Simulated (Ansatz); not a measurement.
Ligand exchange: SnH3(NH2) + BH2(NH2) → SnH2(NH2)2 + BH3

Species: SnH3(NH2), singlet; BH2(NH2), singlet; SnH2(NH2)2, singlet; BH3 (borane) `B`, singlet. The partners trade H for NH2: Sn–H and B–NH2 bonds give way to Sn–NH2 and B–H.

Shapes, held fixed at every level: PBE0-D4/def2-TZVP. Flexible molecules stand in one conformer, not always the lowest. Programs: Ansatz 0.2.0. The zero-point and thermal change to 298 K, harmonic and unscaled (PBE0-D4/def2-TZVP), is -4.7 kJ/mol.

```csv
level,kind,ΔH(298 K) (kJ/mol),less CCSD(T)/def2-TZVPP
HF/def2-SVP,Hartree–Fock,+162.4,+16.4
SPW92/def2-TZVPP,LDA,+181.6,+35.6
PBE-D4/def2-TZVPP,GGA,+159.9,+13.9
r2SCAN-D4/def2-TZVPP,meta-GGA,+155.3,+9.3
wB97M-V/def2-TZVPP,range-separated hybrid,+153.0,+7.0
MP2/def2-SVP,perturbation theory,+169.1,+23.1
CCSD/def2-SVP,coupled cluster or CI,+171.2,+25.2
CCSD(T)/def2-TZVPP,coupled cluster or CI,+146.0,0.0
```

The highest level, CCSD(T)/def2-TZVPP, gives ΔH(298 K) = +146.0 kJ/mol; the levels span +146.0 to +181.6. The column of differences is taken from that level and isn't an error. No measured value is set beside it here. For atoms past krypton def2 sets carry core potentials with scalar relativity. Correlated rows may include outer-core shells of Sn, which these sets cover unevenly.

The exchange is strongly endothermic at every level, so the preference of the amino group for boron over tin doesn't hinge on the electronic-structure treatment. The main reason is the π bond in aminoborane: the nitrogen lone pair donates into the empty boron 2p orbital, adding to an already strong, polar σ bond. Borane has no such donor, and its vacant orbital is left unquenched. Tetravalent tin offers the incoming amide no comparable acceptor, only σ* orbitals that overlap weakly with the nitrogen lone pair, so the new Sn–N bond can't repay the loss.

The density functionals fall steadily from +181.6 kJ/mol in LDA to +153.0 with the range-separated hybrid, probably because LDA overbinds the π-bonded reactant. The drop from CCSD to CCSD(T) can't be credited to triple excitations, since the basis set changes as well. The enthalpy applies to free monomeric borane; dimerization to diborane or capture by an amine would recover part of the cost.
